Dear colleague,

Your one-atom gold contact and the two formulas in the literature, $G=(2e^2/h)\,T$ and $G=(2e^2/h)\,T/R$, do not contradict each other. Both divide the same current by a voltage, and they choose different voltages. The first uses the difference between the reservoirs, the second the difference between two points inside the single-mode channel on either side of the scatterer. Landauer obtained the $T/R$ form (1957, 1970), Fisher and Lee obtained the $T$ form from linear response (1981), and Imry traced the gap between them to a contact resistance (1986). Here is the derivation.

## Conventions and premises

The electron charge is $-e$ with $e>0$. $T$ and $R$ are transmission and reflection probabilities, $\theta$ is the temperature, and resistances are written $\mathcal R$. The reservoirs have electrochemical potentials $\mu_L>\mu_R$, with $\Delta=\mu_L-\mu_R=eV$, and $I$ is $e$ times the electron flux from left to right, so $I$ and $V$ are positive. The Fermi function is $f(E-\mu)=1/(e^{(E-\mu)/k_B\theta}+1)$, with $f_L$, $f_R$ for the two reservoirs. I write $G_0=2e^2/h=77.48\ \mu$S and $1/G_0=12.906$ k$\Omega$.

1. Electrons move independently in a self-consistent potential, with twofold spin degeneracy.
2. Two identical ideal leads each carry one mode, with waves $e^{\pm ikx}$ and speed $v=\hbar^{-1}dE/dk$.
3. The leads are joined by an elastic, phase-coherent scatterer.
4. Each lead ends in a large reservoir in equilibrium. The contact is ideal: an electron that leaves the lead enters the reservoir without reflection. The two reservoirs are mutually incoherent.
5. $T$ and $v$ are constant over the energy window, of width of order $\Delta+k_B\theta$, in which $f_L\neq f_R$, and the band edges lie far outside it.

## Step 1. What enters the leads

Treat a contact as a scatterer between the many reservoir modes $n$ and the one lead mode. Flux conservation makes its scattering matrix unitary, so the row that belongs to the wave emitted into the lead obeys $\sum_n|t_n|^2+|\rho|^2=1$, where $\rho$ is the amplitude for a lead electron to be reflected back into the lead. Premise 4 sets $\rho=0$, so $\sum_n|t_n|^2=1$. All reservoir modes have the same occupation, and therefore the wave injected into the left lead has occupation exactly $f_L$, and the one injected into the right lead $f_R$.

The central scatterer has the unitary matrix $S=\begin{pmatrix} r&t'\\ t&r'\end{pmatrix}$. Unit norm of the columns gives $|r|^2+|t|^2=|r'|^2+|t'|^2=1$, and unit norm of the first row gives $|r|^2+|t'|^2=1$. Hence $|t'|^2=|t|^2=T$ and $|r'|^2=|r|^2=R=1-T$. In the left lead the scattering states injected from the left and from the right are

$$\psi_L=e^{ikx}+r\,e^{-ikx},\qquad \psi_R=t'\,e^{-ikx}. \tag{1}$$

Because the reservoirs are incoherent, $\psi_L$ and $\psi_R$ add as probabilities. Inside $\psi_L$ the incident and reflected waves are coherent.

## Step 2. The current

With unit incident amplitude there are $dk/2\pi=dE/(hv)$ states per unit length, spin and direction. In the left lead $\psi_L$ carries the flux $v(1-R)=vT$ to the right. Its cross term carries none, since it would oscillate in $x$ and a stationary flux cannot depend on position. The state $\psi_R$ carries $vT$ to the left. The speed cancels against the density of states:

$$I=2e\int\frac{dE}{hv}\,vT\,(f_L-f_R)=\frac{2e}{h}\int dE\;T\,(f_L-f_R).$$

One identity does the remaining work. For any $a$, $b$ and any temperature,

$$\int_{-\infty}^{\infty}dE\,[f(E-a)-f(E-b)]=a-b, \tag{2}$$

because the derivative of the left side with respect to $a$ is $\int(-\partial f/\partial E)\,dE=1$ and both sides vanish at $a=b$. With premise 5,

$$I=\frac{2e}{h}\,T\Delta,\qquad \mathcal R_2=\frac{\Delta}{eI}=\frac{h}{2e^2}\,\frac1T. \tag{3}$$

This is what a meter attached to the bulk electrodes reads. It stays finite at $T=1$, with no scatterer at all.

## Step 3. A local potential in the lead

The distribution in a lead is not a Fermi function, so a local potential has to be defined. There are two natural definitions. One assigns to point $x$ the potential $\mu(x)$ of the equilibrium distribution over the same states that has the same density. The other attaches a weak tunnel probe at $x$ and lets its potential float until it draws no current, with golden-rule rates proportional to $|\psi(x)|^2$. Both conditions have the form

$$\int dE\;w(E)\left\{|\psi_L|^2\,[f_L-f(E-\mu)]+|\psi_R|^2\,[f_R-f(E-\mu)]\right\}=0,$$

where $w=1/v$ for the density and, for the probe, $w$ also contains its coupling and density of states. If $w$ and $|\psi|^2$ are constant over the window, identity (2) gives

$$\mu(x)=\frac{|\psi_L|^2\mu_L+|\psi_R|^2\mu_R}{|\psi_L|^2+|\psi_R|^2}. \tag{4}$$

From (1), with $r=\sqrt R\,e^{i\varphi}$ and $\chi_A=2kx-\varphi$,

$$|\psi_L|^2=1+R+2\sqrt R\cos\chi_A,\qquad |\psi_R|^2=T. \tag{5}$$

Now comes an additional assumption that the $T/R$ form needs: the densities are averaged over the standing wave before $\mu$ is determined, so that $\cos\chi_A\to0$. The weights are then $1+R$ and $T$, and their sum is 2. In the language of occupations, right-movers have $f_L$ and left-movers have $Rf_L+Tf_R$. In the right lead, by the mirror argument, $\psi_L$ has weight $T$ and $\psi_R$ has weight $1+R$. Calling the left and right potentials $\mu_A$ and $\mu_B$,

$$\mu_A=\frac{(1+R)\mu_L+T\mu_R}{2},\qquad \mu_B=\frac{T\mu_L+(1+R)\mu_R}{2}. \tag{6}$$

## Step 4. The three drops

Subtract, using $1-R=T$ and $1+R-T=2R$:

$$\mu_L-\mu_A=\frac{(1-R)\mu_L-T\mu_R}{2}=\frac T2\,\Delta,$$

$$\mu_A-\mu_B=\frac{1+R-T}{2}\,\Delta=R\,\Delta,$$

$$\mu_B-\mu_R=\frac{T\mu_L-(1-R)\mu_R}{2}=\frac T2\,\Delta .$$

They sum to $(T+R)\Delta=\Delta$. The same current (3) flows through all three sections, so dividing each drop by $eI=G_0T\Delta$ gives resistances in series:

$$\mathcal R_2=\frac{h}{2e^2T}=\frac{h}{4e^2}+\frac{h}{2e^2}\frac RT+\frac{h}{4e^2}. \tag{7}$$

The two contacts together give $\mathcal R_c=h/2e^2$, or $h/4e^2=6.453$ k$\Omega$ each, whatever the scatterer does, because the drop $T\Delta/2$ and the current are both proportional to $T$. The scatterer gives $\mathcal R_s=(h/2e^2)R/T$, whose inverse is the conductance $G_0T/R$. As algebra, (7) is only $1/T=1+R/T$. The physical content is (6), which says that each term is a voltage between definite places. The ratio of the two conductances is $G_0T/(G_0T/R)=R$, so they coincide in the tunnelling limit and separate without bound as $T\to1$.

Is the step also electrostatic? Let the band bottom in the left lead shift by $\delta U_A$. The density of states per length is $D=4/(hv)$, counting two spins and two directions, so the density changes by $\delta n=D(\delta\mu_A-\delta U_A)$, with $\delta\mu_A$ counted from equilibrium. If the lead has capacitance $C$ per length to a gate held at fixed potential, $\delta U_A=e^2\delta n/C$. Solving, and doing the same on the right,

$$\delta U_A-\delta U_B=\eta\,R\,\Delta,\qquad \eta=\frac{C_q}{C+C_q},\qquad C_q=e^2D=\frac{2G_0}{v}. \tag{8}$$

The electrostatic step equals $R\Delta$ only for a charge-neutral lead, $C\ll C_q$. The shifts alter $T$ at first order in $V$ and so alter the current only at second order.

## Step 5. Where the contact drop sits

Let the left lead widen slowly into its reservoir, and look at a cross-section where $N$ modes propagate, with speeds $v_n$ and $n=1$ the mode that passes the constriction. All right-movers have occupation $f_L$. The modes $n\ge2$ are turned back by the taper, so their left-movers also have $f_L$. The left-mover of mode 1 has $Rf_L+Tf_R=f_L-T(f_L-f_R)$. The density condition of Step 3, with weight $1/v_n$ per mode and direction, reads $\sum_n 2(\mu_L-\mu_N)/v_n=T\Delta/v_1$, so

$$\mu_L-\mu_N=\frac{T\Delta}{2}\,\frac{1/v_1}{\sum_n 1/v_n}. \tag{9}$$

For $N=1$ this is $T\Delta/2$. For equal speeds it is $T\Delta/2N$, and it vanishes as $N\to\infty$. The drop builds up along the taper without any back-scattering of the current-carrying mode. The reason is a counting limit: a mode carries a current only through an imbalance between its two directions, and the imbalance that many modes dilute in the reservoir dominates the average where one mode is left.

The heat does not follow the voltage. Into the right reservoir flows $(2/h)\,T\int(E-\mu_R)(f_L-f_R)\,dE$. The function $f_L-f_R$ is symmetric about $(\mu_L+\mu_R)/2$ and has area $\Delta$, so the integral is $\Delta^2/2$ and the heat flow is $T\Delta^2/h$. The left reservoir, where the vacated states are refilled, receives the same. The sum is $IV=2T\Delta^2/h$. The share $I^2\mathcal R_s=2TR\Delta^2/h$ is released in the reservoirs too, since the scatterer is elastic.

## Step 6. The scatterer part is the additive one

Put two scatterers in one lead and add the probabilities of the multiple reflections:

$$T_{12}=T_1T_2\sum_{m=0}^\infty(R_1R_2)^m=\frac{T_1T_2}{1-R_1R_2}.$$

Since $1-R_1R_2=T_1+T_2-T_1T_2$, this gives $1/T_{12}=1/T_1+1/T_2-1$. Subtracting 1 from both sides,

$$\frac{R_{12}}{T_{12}}=\frac{R_1}{T_1}+\frac{R_2}{T_2}. \tag{10}$$

The $R/T$ terms add like ordinary resistors and the contact term is paid once. If amplitudes are added instead, with round-trip phase $\vartheta$, the geometric series gives

$$T_{12}(\vartheta)=\frac{T_1T_2}{1+R_1R_2-2\sqrt{R_1R_2}\cos\vartheta}, \tag{11}$$

and (10) fails at a given phase. The average of (11) over $\vartheta$ returns $T_1T_2/(1-R_1R_2)$.

## Step 7. What the averaging hides

Keep the interference term in (5). The denominator of (4) becomes $2+2\sqrt R\cos\chi_A$, so a point probe reads $\mu_L-\mu_A=T\Delta/[2(1+\sqrt R\cos\chi_A)]$, and likewise on the right with a phase $\chi_B$. The four-terminal resistance is

$$\mathcal R_4=\frac{h}{2e^2T}\left[1-\frac T2\left(\frac1{1+\sqrt R\cos\chi_A}+\frac1{1+\sqrt R\cos\chi_B}\right)\right]. \tag{12}$$

Use $T=(1-\sqrt R)(1+\sqrt R)$. With both cosines equal to $+1$ the bracket is $\sqrt R$, and with both equal to $-1$ it is $-\sqrt R$. Thus $\mathcal R_4$ sweeps the range $\pm(h/2e^2)\sqrt R/T$, which exceeds $\mathcal R_s$ by $1/\sqrt R$ and includes negative values. The order of averaging matters as well. The mean of $1/(1+\sqrt R\cos\chi)$ over $\chi$ is $1/\sqrt{1-R}=1/\sqrt T$, so the mean reading of a scanned point probe is $(h/2e^2)(1-\sqrt T)/T$, which is not $\mathcal R_s$.

The $R/T$ form needs the densities averaged within one probe. A probe that couples incoherently over many periods $\pi/k_F$ does this. Temperature does it too. For $\Delta\ll k_B\theta$ the condition of Step 3 is weighted by $-\partial f/\partial E$, and with $k=k_F+(E-E_F)/\hbar v$ and constant $\varphi$ the Fourier transform of that weight multiplies the cosine by

$$\frac{y}{\sinh y},\qquad y=\frac{|x|}{L_\theta},\qquad L_\theta=\frac{\hbar v}{2\pi k_B\theta}. \tag{13}$$

An averaging probe must also be even-handed. If it couples to right- and left-movers with weights $1\pm\alpha$, then $\mu_A-\mu_R=[(1+\alpha_A)+(1-\alpha_A)R]\Delta/2$ and $\mu_B-\mu_R=(1+\alpha_B)T\Delta/2$, so that

$$\mathcal R_4=\frac{h}{2e^2}\left[\frac RT+\frac{\alpha_A-\alpha_B}{2}\right]. \tag{14}$$

## Range of validity

The two-terminal result (3) needs premises 1 to 5 only. The split (7) needs in addition single-mode leads long enough to hold a potential, phase-averaged densities, and, if it is measured, probes that are weak and matched in the sense of (14).

- **Energy dependence.** In linear response let $\langle X\rangle=\int X(-\partial f/\partial E)\,dE$. Then $G=G_0\langle T\rangle$ and $\mu_L-\mu_A=\Delta\langle wT\rangle/2\langle w\rangle$, so each contact has $(h/4e^2)\langle wT\rangle/(\langle w\rangle\langle T\rangle)$. This is universal only if $T$ or $w$ is constant.
- **Several modes.** The total is $G_0\sum_nT_n$ over the transmission eigenvalues, but the local potential depends on the mode weights, as in (9), and there is no unique split.
- **Imperfect contacts.** Reflection at a contact enters the total $T$, by (10) or (11). A two-terminal measurement cannot say where the reflection occurs.
- **Inelastic scattering.** The leads must be shorter than the lengths for back-scattering and for equilibration between right- and left-movers, and the bias must be below the vibrational thresholds.
- **Spin and interactions.** With spin splitting each spin has $h/e^2$ in place of $h/2e^2$. In long one-dimensional wires interactions make $R$ grow on cooling, which premise 1 does not describe.

## Numbers for the gold contact

I assume one channel with $T=0.95$. The value is chosen to represent typical behaviour, since one-atom gold contacts typically conduct through one dominant channel at slightly below $G_0$. The bias is assumed to be 2 mV and the temperature 4.2 K, where $k_B\theta=0.36$ meV. All numbers below are the model's. The conductance is $0.95\,G_0=73.6\ \mu$S and the current 147 nA.

| Section | Drop (mV) | Resistance (k$\Omega$) |
|---|---|---|
| left contact | 0.95 | 6.45 |
| scatterer | 0.10 | 0.68 |
| right contact | 0.95 | 6.45 |
| total | 2 | 13.59 |

The rounded entries miss the total by one unit in the last place. The $T/R$ form gives $19\,G_0=1.47$ mS, which is 20 times the two-terminal conductance. Of the 294 pW dissipated, each electrode takes 147 pW. The share $I^2\mathcal R_s$ is 15 pW and is included in those.

Now for the terms that compete with the 0.68 k$\Omega$. From (3), an uncertainty $\delta T$ moves the resistance by $(h/2e^2)\,\delta T/T^2$, and all of it falls on $\mathcal R_s$. For $\delta T=0.01$ this is 0.14 k$\Omega$, or 21 per cent of $\mathcal R_s$. An uncorrected series resistance of that size does the same damage. So does vibrational scattering, which in gold chains typically lowers the conductance by about 1 per cent above a threshold of typically 10 to 20 mV. That is why I kept the bias at 2 mV. A weak second channel is worse. If the same conductance came from assumed transmissions 0.92 and 0.03, the ratio $R/T$ of the main channel would be 0.087 in place of 0.053. Shot noise separates the cases: the standard zero-temperature Fano factor $\sum T_n(1-T_n)/\sum T_n$ is 0.05 for one channel and 0.11 for the pair.

The variation of the speed is harmless. With a typical free-electron Fermi energy of 5.5 eV for gold, $k_F=12.0$ nm$^{-1}$, $v=1.39\times10^6$ m/s and $\delta v/v=\Delta/2E_F=1.8\times10^{-4}$. These bulk values stand in for those of the channel as estimates of scale.

The interference term is not harmless. Point probes would read anywhere within $\pm3.0$ k$\Omega$ by (12), 4.5 times $\mathcal R_s$, and their scanned mean would be 0.34 k$\Omega$. The period $\pi/k_F$ is 0.26 nm in the free-electron estimate, and two atomic spacings in a half-filled one-orbital chain, so it is atomic either way. The thermal length (13) is 0.40 $\mu$m at 4.2 K and 5.6 nm at 300 K, longer than a one-atom contact or a chain of a few atoms. A mismatch $\alpha_B-\alpha_A=2R/T=0.11$ would cancel the signal in (14).

For your junction, then, the single-mode region is too short to define $\mu_A$ and $\mu_B$, and the reflection may well arise where the atom or chain meets the electrodes. Two equal junctions that give $T=0.95$ through (10) have $R_1/T_1=1/38$, that is $T_1=38/39=0.974$. Added coherently through (11), the same pair gives anything from $T_1^2/(1+R_1)^2=0.90$ up to 1, depending on the length. What remains sound is the bookkeeping: of the 13.59 k$\Omega$, 12.91 k$\Omega$ is the floor set by one spin-degenerate mode, and only the excess of 0.68 k$\Omega$, 5 per cent of the total, carries information on reflection.

Equation (7) contains no material parameter, so a gated single-mode GaAs wire with the same $T$ has the same three resistances, and there the drops can be placed. Take a typical effective mass $0.067\,m_e$ and an assumed Fermi energy of 5 meV above the subband edge, with a bias well below $k_B\theta/e$. Then $\pi/k_F=34$ nm, $v=1.62\times10^5$ m/s and $L_\theta=47$ nm at 4.2 K. For probes an assumed 400 nm from the scatterer along a ballistic wire, $y=8.5$ and the factor (13) is 0.003, which leaves an oscillation below 2 per cent of $\mathcal R_s$. A wire of radius $a$ at height $d\gg a$ from a planar gate has $C=2\pi\varepsilon_0\varepsilon_r/\ln(2d/a)$. With a typical $\varepsilon_r=12.9$ and assumed $a=10$ nm, $d=100$ nm, this is 0.24 nF/m, against $C_q=0.96$ nF/m, so $\eta=0.80$. In this model matched weak probes read the full $R\Delta$ across the scatterer, while the electrostatic step is four fifths of it.